## Squeezing a magnet on paper

Squeezing a magnetic crystal raises two questions: how much pressure a given loss of volume demands, and whether the magnetism will survive it. For MoS in the zincblende structure, the table follows both at eight volumes in one magnetic state, by density-functional theory with a Hubbard U on molybdenum. The pressure can be had by hand from two numbers, the equilibrium volume and the bulk modulus. For the magnetism, a count of electrons suggests why the moment holds.

Zincblende MoS, scaled evenly in volume; ratio 1 is the cell with conventional a = 5.951 Å (26.35 Å³ per atom). Ansatz 0.2.0, plane-wave PAW, scalar-relativistic, collinear PBE+U with effective U = 4.38 eV on Mo d, cutoff 420 eV, Γ-centred 12×12×12 k mesh and Gaussian smearing of 0.1 eV. Each point starts from +2 μB on Mo; pressure is positive in compression.

| volume ratio | energy above lowest (meV/atom) | pressure (GPa) | cell moment (μB) | largest site moment (μB) |
| --- | --- | --- | --- | --- |
| 0.8 | 284.9 | 21.40 | 4.00 | 2.61 |
| 0.86 | 121.9 | 12.21 | 4.00 | 2.73 |
| 0.92 | 35.2 | 5.76 | 4.00 | 2.85 |
| 0.96 | 8.2 | 2.56 | 4.00 | 2.92 |
| 1 | 0.0 | 0.03 | 4.00 | 2.98 |
| 1.04 | 6.7 | -1.98 | 4.00 | 3.05 |
| 1.1 | 38.0 | -4.22 | 4.00 | 3.14 |
| 1.18 | 107.5 | -6.15 | 4.00 | 3.26 |

The simplest comparison is a coil spring, whose energy grows as the square of its displacement, equally in both directions. Near the minimum a crystal behaves much the same way. The likeness fades as the strain grows: shrinking the volume by 4 % costs 8.2 meV per atom, while expanding it by 4 % costs 6.7. About a quarter of that difference comes from the slight pressure left at ratio 1, which is not quite the minimum. Theory gives a reason for the rest. Squeezed electron clouds repel each other ever more steeply, whereas the attraction between stretched neighbours weakens.

A better spring has this asymmetry built in. Let V₀ be the equilibrium volume per atom, V the actual one, and d = V₀/V the relative density, which is one divided by the volume ratio. Equal steps in volume make larger steps in density on the compressed side, so a spring in density stiffens when squeezed and softens when stretched:

E = ½ B V₀ (d − 1)²

Here E is the energy above lowest and B the bulk modulus, the resistance to a change of volume. Pressure is the energy gained per unit of volume lost, P = −dE/dV. Since d changes with V at the rate −d²/V₀, this gives

P = B d² (d − 1)

The bulk modulus comes from the two pressures on either side of equilibrium, at ratios 0.96 and 1.04: B = (2.56 + 1.98)/0.08 ≈ 56.75 GPa. With V₀ = 26.35 Å³ and 1 eV/Å³ = 160.2 GPa, the prefactor ½ B V₀ is 4667 meV per atom. No energy and no outer pressure has been used so far, so those entries can test the rule.

**Compression to ratio 0.8.** The relative density is 1/0.8 = 1.25.

- Energy: 4667 × 0.25² ≈ 292 meV per atom; the table has 284.9.
- Pressure: 56.75 × 1.25² × 0.25 ≈ 22.2 GPa; the table has 21.40.

**Expansion to ratio 1.1.** The relative density is 1/1.1 = 0.909.

- Energy: 4667 × 0.091² ≈ 39 meV per atom; the table has 38.0.
- Pressure: 56.75 × 0.909² × (−0.091) ≈ −4.3 GPa; the table has −4.22. The minus sign means tension.

Away from the minimum, the rule stays within about 3 % of each computed energy. It comes within 4 % of the pressures at the five volumes more than 5 % from equilibrium. A spring in volume, with the same B, would give only 4667 × 0.2² ≈ 187 meV at ratio 0.8. Density therefore earns its place by describing how the stiffness changes, although this success does not prove the microscopic cause. The pressure error grows with compression, which is a reason not to carry the rule far below ratio 0.8. On the stretched side, it is untested beyond ratio 1.18.

One smooth curve can serve the whole range because no change of magnetic state interrupts it. The cell moment is 4.00 μB at every volume. The calculation treats 20 electrons, so this moment means 12 of one spin and 8 of the other. A whole-number moment in a metal suggests a half-metal: the 8 minority electrons exactly fill their bands, and only the majority spin conducts. As long as the minority gap stays open at the Fermi level, squeezing cannot change the count. Spin-resolved bands, which would confirm this reading, are not available. At ratio 0.8 the unrounded moment is 3.999977 μB instead of 4, which may be a first sign that a minority band edge is nearing the Fermi level. The steady moment should therefore not be taken for granted at stronger compression.

What does change is where the spin sits. The largest site moment, that of molybdenum, follows 2.98 μB plus 0.05 μB for each per cent of added bond length, a straight line fitted by least squares to all eight rows. The small opposite moment on sulfur grows in size as well, from −0.08 μB at ratio 0.8 to −0.25 μB at 1.04. A likely cause is that a longer bond mixes the orbitals of the two atoms less, so that electrons of each spin gather more on the atom whose levels lie lower. Minority electrons then shift towards sulfur. Majority electrons shift towards molybdenum, whose majority d levels are expected to lie lower because exchange and the Hubbard U pull them down. Löwdin populations, another way of assigning electrons to atoms, show both shifts between ratios 0.8 and 0.92. They give a smaller rise of the molybdenum moment, 0.15 instead of 0.24 μB, but a larger moment to begin with, 3.97 μB at ratio 0.8, because the site moments miss much of the spin. The direction is thus better founded than the size.

The rule gives the price of a uniform squeeze in this one structure and magnetic state. The calculation kept the crystal cubic and the molybdenum moments parallel, and a lower state may exist. The Hubbard U favours a large moment on molybdenum, and no run without it is at hand to show how far the steady moment depends on it. A real sample could distort, change structure or reorder its spins under load, and would then need a new V₀ and B. For a related compound without such a change, the formulas suggest a first guess: at equal relative density, twice the bulk modulus means twice the pressure. This assumes that its stiffness grows in the same way: in the rule, the bulk modulus rises by 5 GPa for each GPa of pressure near equilibrium. One computed point at strong compression would test that.
